The Hirshfeld charge of an atom is its nuclear charge less the electrons assigned to it when the electron density of the molecule is divided point by point. At each point an atom's share is proportional to the density that the neutral, spherical free atom would have there. The density used here comes from a density functional calculation on one gas-phase shape of the ion H₂C=CF–CH₂–NH₃⁺. Charges are in units of e, and a positive value means that electrons have been lost.

Hirshfeld charges of the atoms in the gas-phase ion H₂C=CF–CH₂–NH₃⁺ (charge +1, singlet), calculated with PySCF 2.14.0 using the LDA (SVWN) functional and the def2-SVP basis set. The calculation is a single point at a GFN2-xTB geometry.

| row | hirshfeld charge (e) | computed element |
| --- | --- | --- |
| 1 | -0.080 | C |
| 2 | 0.075 | C |
| 3 | -0.039 | F |
| 4 | 0.007 | C |
| 5 | 0.036 | N |
| 6 | 0.085 | H |
| 7 | 0.092 | H |
| 8 | 0.092 | H |
| 9 | 0.095 | H |
| 10 | 0.216 | H |
| 11 | 0.198 | H |
| 12 | 0.222 | H |

The row number is the atom number. C1 and C2 form the double bond, F3 sits on C2, and C4 links C2 to the nitrogen N5. H6 and H7 belong to C1, H8 and H9 to C4, and H10 to H12 to the nitrogen.

**Where the plus sign goes**

The structural formula puts the positive charge on nitrogen, yet N5 carries only 0.036 e. Its three hydrogens together carry 0.636 e. The formal charge counts each bonding pair as equally shared, whereas nitrogen attracts electrons more strongly than hydrogen does and so refills itself at their expense. The ammonium group as a whole keeps about two thirds of the ion's charge, and the other third is spread over the rest of the molecule.

That third does not simply fade with distance. The CH₂ group next to the ammonium has 0.194 e, the CF group only 0.036 e, and the terminal CH₂ group, the farthest away, rises again to 0.097 e. This rise is the feature of the chain that needs explaining.

**Giving and getting back**

A simpler system shows how a far end can be more positive than the middle. Place a positive charge beside one end of a neutral, polarisable rod. Electrons shift towards the charge all along the rod, but in the middle each slice gains from behind about what it loses in front, so the middle stays nearly neutral. The far end has nothing behind it to draw on and is left positive. The likeness ends at the near end: the rod keeps its electrons and turns negative there, while the molecule passes electrons on to the ammonium group.

The same accounts can be kept for the chain. Let the ammonium group start with its formal charge of +1 and the other groups start neutral. The electrons drawn across any bond of the chain then equal the total charge left on the groups beyond it. A group's own charge is what it gives towards the nitrogen less what it gets back from the side farther out.

For the CF group the sum runs as follows. The two outer groups together hold 0.036 + 0.097 = 0.133 e, so 0.133 electrons have crossed the bond from C2 to C4. Of these, 0.097 were replaced from the terminal CH₂ group. On these accounts the CF group is nearly neutral because most of what it gives is replaced, and not because nothing is drawn from it.

This accounting follows from conservation of charge, but it does not say what drives the electrons. Some of the transfer is ordinary bond polarity, since nitrogen draws electrons from a neighbouring carbon even in a neutral amine. Fluorine likewise draws electrons into the CF group from its neighbours, which is expected to lower the group's charge even in an uncharged molecule. The numbers should be read as the combined result of these polarities and the response to the positive charge. The functional used here, LDA, also tends to spread charge too easily, so the transfers may be somewhat too large.

**How far a constant fraction works**

The simplest picture of induction along a chain lets every group pass on the same fraction of the pull that it feels. The first carbon sets this fraction: 0.327 electrons cross the bond from C4 to nitrogen and 0.133 cross the next bond, which is 41 %. The same fraction at the CF group would draw 0.133 × 0.41 ≈ 0.054 electrons across the double bond. The calculation has 0.097, so the estimate falls short by 44 % of the computed value.

The double bond was not used to set the fraction, but it is only one test, and it concerns how the last two groups divide a charge already known. Within that limit the result is clear: the CF group passes on 73 % of what is drawn from it, far more than the saturated carbon does. The printed output below this page lists the sums behind this comparison, and the distances used in the next section.

Theory offers two reasons, which these charges cannot separate. The π electrons of a double bond move along it more easily than the electrons of a single bond, so the field of the cation shifts them from C1 towards C2. Fluorine also pulls electrons towards C2 through the σ bonds, and would do so without any ammonium group. Its lone pairs work the other way, by donating into the π system towards C1, so the computed transfer is a balance of these effects.

**The irregular atoms**

C1 is negative, at −0.080 e, although its group is positive. The group's positive charge lies on H6 and H7, from which the carbon has taken electrons. C2 has no hydrogen to draw on and is bonded to fluorine, and it comes out at +0.075 e. The alternation of sign between the two carbons thus fits their immediate partners, and the fluorine's donation into the π system towards C1 may add to it. The group totals show the drift of electrons along the chain.

The hydrogens point the same way. Those on nitrogen carry about 0.2 e each and those on carbon about 0.09 e. The hydrogens on C1 are nearly as positive as those on C4, although they lie about twice as far from the nitrogen. A carbon in a double bond holds electrons more tightly than a saturated one, which can make up for the greater distance.

Among the three ammonium hydrogens, H11 is the least positive, by 0.021 e against the mean of the other two. It is also the one nearest to fluorine, at 2.2 Å. Part of the fluorine's electron cloud may be counted as belonging to H11 where the two atoms overlap. This is a guess. Turning the ammonium group away from the fluorine would test whether the fluorine is involved, but not whether overlap is the cause.

**What the atomic charges can bear**

Treated as point charges, the table's values give a rough electric potential around the ion. They leave out the uneven spread of electrons within each atom, which also matters close to the surface. Between the places of highest and lowest potential on its outer surface, they give a difference of 3.0 V, while the calculation gives 4.2 V. Putting the whole charge on nitrogen gives 3.1 V, which is no worse. This one comparison therefore does not decide how the charge is divided between nitrogen and its hydrogens; that division belongs to the Hirshfeld definition, which tends to give small charges. The surface potential is highest beside an ammonium hydrogen and lowest near the CF group, which agrees with a positive charge held mainly at the ammonium end.

Printed output of the fit:

```
charge of the NH3 group, e: 0.672
charge of the CH2 group next to it, e: 0.194
charge of the CF group, e: 0.036
charge of the terminal CH2 group, e: 0.097
charge of all seven hydrogens together, e: 1
charge of the three hydrogens on N together, e: 0.636
electrons drawn across the C4-N bond, e: 0.327
electrons drawn across the C2-C4 bond, e: 0.133
fraction passed on at the first carbon C4: 0.4067
fraction passed on at the CF group: 0.7293
electrons drawn across the double bond if the first fraction held, e: 0.05409
computed value less this prediction, e: 0.04291
mean charge of hydrogens on C4, e: 0.0935
mean charge of hydrogens on C1, e: 0.0885
H11 below the mean of H10 and H12 by, e: 0.021
range of surface potential from the atomic charges, V: 3.019
range with the whole charge on N, V: 3.079
range of surface potential in the calculation, V: 4.184
distances:
  row  distance to N in angstrom  distance to F in angstrom
    1                      3.618                      2.335
    2                       2.44                      1.361
    3                      2.642                          0
    4                      1.494                       2.34
    5                          0                      2.642
    6                      4.038                      3.309
    7                      4.431                      2.582
    8                      2.112                      2.714
    9                      2.135                      3.268
   10                      1.021                      2.993
   11                      1.033                      2.186
   12                      1.031                      3.571
```
